## Results and discussion

Anatase TiO2 is a three-dimensional framework of Ti–O bonds, with a conventional cell about two and a half times as long along c as along a. Here all its edges are strained by the same fraction, from about −6 % to +4 %, and the atoms are relaxed inside each strained cell. The pressure is the mean of the three stresses; a negative value means that the cell is held under tension.

Anatase TiO2 under equal strain of all edges, computed with Ansatz 0.2.0 using the r2SCAN functional, PAW potentials, a 500 eV plane-wave cutoff and a 10×10×10 k mesh for the 6-atom primitive cell. Atoms are relaxed in each strained cell; c/a refers to the conventional cell. Pressure and stress are positive in compression, with xx along a and zz along c.

| volume (Å³/atom) | c/a | shortest distance (Å) | pressure (GPa) | stress xx (GPa) | stress zz (GPa) |
| --- | --- | --- | --- | --- | --- |
| 9.494 | 2.5368 | 1.808 | 56.49 | 63.41 | 42.64 |
| 9.707 | 2.5367 | 1.822 | 47.32 | 52.95 | 36.06 |
| 10.084 | 2.5368 | 1.848 | 33.26 | 37.01 | 25.77 |
| 10.402 | 2.5367 | 1.869 | 23.21 | 25.68 | 18.27 |
| 10.727 | 2.5368 | 1.890 | 14.39 | 15.84 | 11.49 |
| 11.059 | 2.5368 | 1.911 | 6.71 | 7.33 | 5.48 |
| 11.398 | 2.5368 | 1.933 | 0.01 | 0.02 | 0.00 |
| 11.743 | 2.5368 | 1.955 | -5.77 | -6.23 | -4.84 |
| 12.095 | 2.5367 | 1.976 | -10.76 | -11.52 | -9.24 |
| 12.455 | 2.5368 | 1.999 | -15.03 | -15.97 | -13.16 |
| 12.821 | 2.5368 | 2.017 | -18.66 | -19.66 | -16.68 |

**1. How much pressure does one percent of volume cost?**

About 2 GPa. The two rows next to zero stress give a modulus, the pressure per fractional change of volume, of 208 GPa. This modulus holds for a cell of fixed c/a. It makes 0.1 GPa, roughly a thousand atmospheres, shrink the volume by about 0.05 %; a crystal free to change its shape would shrink somewhat more (question 6).

**2. Why is squeezing harder than stretching?**

A strain of −4 % needs 33.3 GPa, while +4 % needs a tension of only 18.7 GPa. When ions are pushed together, the repulsion between their electron clouds rises much more steeply than the attraction that binds them. When they are pulled apart, this repulsion fades and the attraction weakens with distance too, so the tension still grows, but more and more slowly. The same asymmetry is to be expected in other dense oxides.

**3. Can the highest pressure be foreseen from the rows near zero stress?**

Hooke's law with the modulus above gives 35 GPa at the smallest volume, far below the computed 56.5 GPa. The Birch–Murnaghan equation lets the crystal stiffen. If the modulus $B$ grows by 4 GPa for each GPa of pressure, a common value for solids, it reads

$$P=\tfrac{3}{2}B\left[(V_0/V)^{7/3}-(V_0/V)^{5/3}\right],$$

where $V_0$ is the volume at zero stress. With $V_0/V=11.398/9.494=1.2005$ the bracket is 0.176, and $P=1.5\times208\times0.176\approx55$ GPa. This is 3 % below the computed value, which played no part in setting $B$. The shortfall has the expected sign: a fit to all eleven pressures gives a slope of 4.383 rather than 4.

**4. The strain is equal along all edges, so why is the stress along c smaller?**

The likely reason is that oxygen can move out of the way along c. Each oxygen has one apical Ti neighbour along c and two equatorial ones, which lie nearly in the plane across c. A shift of the oxygen along c changes the apical bond by the full shift, but each equatorial bond by only about a fifth of it. The bond lengths, derived from the cell and the shortest distance, taken as the equatorial bond, fit this picture. Oxygen that merely followed the cell would shorten every bond by 5.9 %, like the edges. Instead, from zero stress to the smallest volume the apical bond shortens by 3.2 %, the equatorial ones by 6.5 %.

**5. Does this mechanism give the right size?**

It gives the direction and the trend, but exaggerates the effect. Suppose that only Ti–O bonds push or pull, each along its own line. The forces on a relaxed oxygen must cancel along c, which fixes the apical force relative to the equatorial one. Adding up the bonds gives

$$\frac{\text{stress zz}}{\text{stress xx}}=\frac{2hc}{a^2},$$

where $a$ and $c$ are the cell edges and $h$ is the height along c between an oxygen and its equatorial neighbours. No spring constant is left in the result.

Near zero strain this ratio is 0.55, against 0.76 from the computed stresses. If oxygen merely followed the strain and all bonds were equally stiff springs, the ratio would be 1.20 and c would be the stiffer direction. That figure is as crude as the springs behind it: with the forces listed below included, c may well be somewhat softer even before oxygen moves, so the shift need not carry the whole anisotropy. The bond model also rises with volume, as the computed ratio does, but lies about 0.2 too low in every strained row. It leaves out repulsion between oxygens, long-range electrostatics and the resistance to bond bending. A run with unrelaxed oxygen would test the explanation directly; there is none here.

**6. What would change if the cell could choose its shape, or if the oxide were cubic?**

Under true hydrostatic pressure the stresses must be equal. Starting from zero stress, c would then shrink by a larger fraction than a, and c/a would fall. This extra freedom changes nothing at zero stress and can only lower the energy at other volumes. The energy then rises less steeply, so 208 GPa is an upper bound for the hydrostatic modulus at this level of theory. In a rock-salt oxide such as MgO the question does not arise: symmetry makes the three stresses equal and leaves oxygen no free coordinate.

**7. Which digits can be trusted?**

The fit described below misses the worst pressure by 0.08 GPa, but most of this is expected to come from the limited form of that curve, not from scatter of the runs. Rounding of the printed volumes accounts for 0.01 GPa near zero stress and more in the compressed rows, and small forces remain on the atoms. At 11.398 Å³/atom both stresses are only what the relaxation of the cell left over, 0.02 GPa or less, so their ratio is meaningless. The cutoff and the k mesh were not varied, so convergence in them is not tested directly.

Energies provide a check on the stresses. A Birch–Murnaghan curve fitted to all eleven pressures, then integrated, reproduces the energy rise of 286 meV per atom at the smallest volume to within 0.3 meV; the analysis output below gives the details. A cutoff too low for the stress would shift all pressures against the energies (Pulay stress); the agreement leaves room for a constant shift of only a few hundredths of a GPa. It shows that energy and stress agree with each other, not that the functional agrees with nature. Thermal motion is absent, and real anatase transforms to other phases well below the highest pressure listed.

Printed output of the fit:

```
Pressure at -4% strain over tension at +4% strain: 1.782
Modulus at fixed c/a from the two rows next to zero stress, GPa: 208
Hooke pressure at the smallest volume, GPa: 34.74
Birch-Murnaghan pressure with slope 4 at the smallest volume, GPa: 54.82
Hooke pressure at the largest volume, GPa: -25.96
Birch-Murnaghan pressure with slope 4 at the largest volume, GPa: -19.34
fit of pressure on 11 rows: coefficient of 1.5*((s/vol)**(7/3) - (s/vol)**(5/3)) 206.3 +/- 0.26, coefficient of 1.125*((s/vol)**(7/3) - (s/vol)**(5/3))*((s/vol)**(2/3) - 1) 79.11 +/- 3.2, s 11.4; rms 0.0489, worst 12.821 -0.0801, leave-one-out rms 0.0804
Pressure slope of the modulus from the full fit: 4.383
Energy rise at the smallest volume, meV per atom: 285.6
Largest gap between energy rise and integrated pressure curve, meV per atom: 0.2954
Stress along a per unit equal strain, GPa: 677.9
Stress along c per unit equal strain, GPa: 515.9
Stress ratio zz/xx near zero strain, computed: 0.7611
Same ratio, bond model with relaxed oxygen: 0.5513
Same ratio, equal springs and oxygen that only follows the strain: 1.199
Equatorial bond shortening from zero stress to the smallest volume, %: 6.467
Apical bond shortening over the same range, %: 3.178
Pressure error from rounding of the volume near zero stress, GPa: 0.009122
Stress ratio and bonds (ratio at zero strain is rounding only):
     row  edge strain %   zz/xx  bond model  equatorial Å  apical Å
   9.494          -5.91  0.6724      0.4738         1.808     1.922
   9.707          -5.21   0.681      0.4781         1.822     1.934
  10.084             -4  0.6963      0.4984         1.848     1.944
  10.402             -3  0.7114      0.5108         1.869     1.955
  10.727             -2  0.7254      0.5229          1.89     1.966
  11.059             -1  0.7476      0.5342         1.911     1.978
  11.398              0       0      0.5513         1.933     1.985
  11.743              1  0.7769      0.5679         1.955     1.993
  12.095              2  0.8021      0.5776         1.976     2.005
  12.455              3   0.824      0.5985         1.999     2.009
  12.821              4  0.8484      0.6111         2.021     2.018
```
